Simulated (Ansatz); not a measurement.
## Loss of H2: GaH2F → GaF + H2

Species: GaH2F `[F][GaH2]`, singlet; GaF, singlet; H2 (hydrogen), singlet. 

Shapes, held fixed at every level: PBE0-D4/def2-TZVP. Programs: Ansatz 0.2.0. The zero-point and thermal change to 298 K, harmonic and unscaled (PBE0-D4/def2-TZVP), is -3.1 kJ/mol.

| level | kind | ΔH(298 K) (kJ/mol) | less CCSD(T)/def2-TZVPP |
| --- | --- | --- | --- |
| r2SCAN-D4/def2-TZVPP | meta-GGA | +3.7 | +0.4 |
| B3LYP-D4/def2-TZVPP | global hybrid | -22.9 | -26.2 |
| PBE0-D4/def2-TZVPP | global hybrid | +0.2 | -3.1 |
| r2SCAN0-D4/def2-TZVPP | global hybrid | +9.9 | +6.6 |
| wB97M-V/def2-TZVPP | range-separated hybrid | -9.9 | -13.2 |
| MP2/def2-SVP | perturbation theory | +15.2 | +11.9 |
| CCSD/def2-TZVPP | coupled cluster or CI | +5.0 | +1.7 |
| CCSD(T)/def2-TZVPP | coupled cluster or CI | +3.3 | 0.0 |

The highest level, CCSD(T)/def2-TZVPP, gives ΔH(298 K) = +3.3 kJ/mol; the levels span -22.9 to +15.2. That is about zero within the method's error. They disagree on the sign: 6 of 8 are positive. The column of differences is taken from that level and isn't an error. No measured value is set beside it here. Relativity is left out for Ga unless named. Correlated rows may include outer-core shells of Ga, which these sets cover unevenly.

Loss of H2 from monomeric GaH2F is close to thermoneutral, so the enthalpy favours neither side clearly. Two Ga–H bonds are given up for one strong H–H bond, while the strong, polar Ga–F bond is kept. Gallium passes from oxidation state +3 to +1, leaving a lone pair of mainly 4s character. The filled 3d shell screens the nuclear charge poorly and holds that pair tightly, which helps to make the lower state accessible. Because a gas molecule is released, entropy should probably tip the free energy towards GaF and H2 at ordinary temperature and pressure.

The small step from CCSD to CCSD(T) suggests that connected triples matter little to the balance. B3LYP and PBE0 contain similar fractions of exact exchange yet lie far apart, so that fraction alone can't explain the spread among the functionals. A favourable free energy wouldn't imply rapid decomposition, since the barrier to H2 elimination is a separate matter.
